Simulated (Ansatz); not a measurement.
## LaS: energy above lowest point against volume scale

Results calculated with Ansatz 0.2.0, not measured. Free energy against uniform scaling of the volume at fixed shape and fractions; periodic cell, basis, potentials, k mesh and filling as listed.

The cell before it is scaled or strained (space group Fm-3m, No. 225):
```
LaS
1.0
      0.0000     2.9270     2.9270
      2.9270     0.0000     2.9270
      2.9270     2.9270     0.0000
La S
1 1
Direct
  0.00000 0.00000 0.00000
  0.50000 0.50000 0.50000
```

Settings of every row: functional PBEsol; dispersion none; potentials all-electron LAPW; k mesh 9x9x9; k shift 0x0x0; occupations cold; smearing width 0.1 eV; spin none.

Limits: coarse k mesh, up to 40 meV an atom off; odd electron count without spin.

```
row  volume scale  V (Å³/atom)  energy above lowest point (meV/atom)
  1          0.94       23.572                                   9.4
  2          0.97       24.324                                     0
  3             1       25.077                                     ?
  4          1.03       25.829                                  19.3
  5          1.06       26.581                                  44.1
```

Question: what energy above lowest point should row 3 give?

Worked fit of energy above lowest point. Take u = (V_r/V)^(2/3) − 1 with V_r = 25.077 Å³ an atom, which is twice the finite (Eulerian) strain; such expansions in the strain, on which the Birch-Murnaghan equation of state is built, carry the rest volume and the bulk modulus. The shown rows have u = 0.04212, 0.02053, -0.01951, -0.03809. Least squares give energy above lowest point = 3.99 − 493 × u + 14735 × u² meV/atom; a straight line predicts inner rows, each left out in turn, worse (root mean square 14 against 0.2 meV/atom). The rows lie off it by 0.0, -0.1, 0.1, 0.0. Its lowest point lies at u = 0.0167, or V = 24.46 Å³ an atom, and the curvature there gives the bulk modulus at fixed shape and fractions, B = (4/9)(1 + u)² E″(u)/V = 88.7 GPa. The withheld row has u = 0, so the fit gives 3.99 − 493 × (0) + 14735 × (0)² = 4.0 meV/atom.

The calculation gave 4 meV/atom. The fit meets it to the printed digit.
